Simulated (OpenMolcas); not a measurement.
**How methods differ on InN2H5 (SMILES [NH2][InH][NH2])**

InN2H5 has 8 atoms, charge 0, and is taken as a singlet. SMILES: `[NH2][InH][NH2]`. The shape is that of a PBE0-D4/def2-TZVP optimisation.

Each level gives the vertical energy of the triplet above the singlet (eV). The values are calculated.

```
                                                    level                   kind     program  value (eV)  less CCSD(T)/def2-SVP  CPU time (all runs)
                             HF/def2-SVP (core potential)           Hartree–Fock  OpenMolcas        4.99                  +0.06                 48 s
                         revPBE/def2-SVP (core potential)                    GGA  OpenMolcas        4.13                  -0.80              2.2 min
                          M06-L/def2-SVP (core potential)               meta-GGA  OpenMolcas        4.55                  -0.38              3.3 min
                         r2SCAN/def2-SVP (core potential)               meta-GGA  OpenMolcas        4.19                  -0.74              2.5 min
                          B3LYP/def2-SVP (core potential)          global hybrid  OpenMolcas        4.60                  -0.33                2 min
                          BHLYP/def2-SVP (core potential)          global hybrid  OpenMolcas        5.08                  +0.15              1.8 min
                         M06-2X/def2-SVP (core potential)        hybrid meta-GGA  OpenMolcas        5.33                  +0.40              2.7 min
CCSD(T)/def2-SVP (core potential), open shells restricted  coupled cluster or CI  OpenMolcas        4.93                   0.00              3.5 min
```

Differences are taken from CCSD(T)/def2-SVP (core potential), open shells restricted for orientation; it has basis-set and higher-order errors of its own. Spin-orbit coupling, which can split open shells on such heavy atoms by tenths of an eV, is left out. The values span 4.13 to 5.33 eV. B3LYP/def2-SVP (core potential) lies far from functionals of the same kind, perhaps in another electronic state. In the correlated wave-function rows the outer d shell of In is correlated, in sets not made for it. CPU times are rough (shared hosts, several kinds of processor): they show what a rung costs within a factor of a few.

Every level places the triplet well above the singlet at this geometry, as expected for a trivalent indium centre with filled In–N and In–H bonding orbitals and nitrogen lone pairs. The lowest triplet probably moves an electron from an amide lone pair into an orbital with much In 5p character, vacant apart from weak π donation by nitrogen. Such a excitation shifts charge from ligand to metal, which may be why revPBE and r2SCAN give the smallest gaps, 4.13 and 4.19 eV, while BHLYP and M06-2X, with much exact exchange, lie above coupled cluster.

The order doesn't follow the exchange fraction throughout: Hartree–Fock, at 4.99 eV, falls below both of those hybrids. Its closeness to the coupled-cluster value of 4.93 eV is therefore no evidence that correlation is unimportant, since errors in the two states can cancel. The singlet's preference is secure among the states compared, but a vertical gap doesn't tell how far the triplet would drop on relaxing, for instance by bending at indium or stretching an In–N bond.
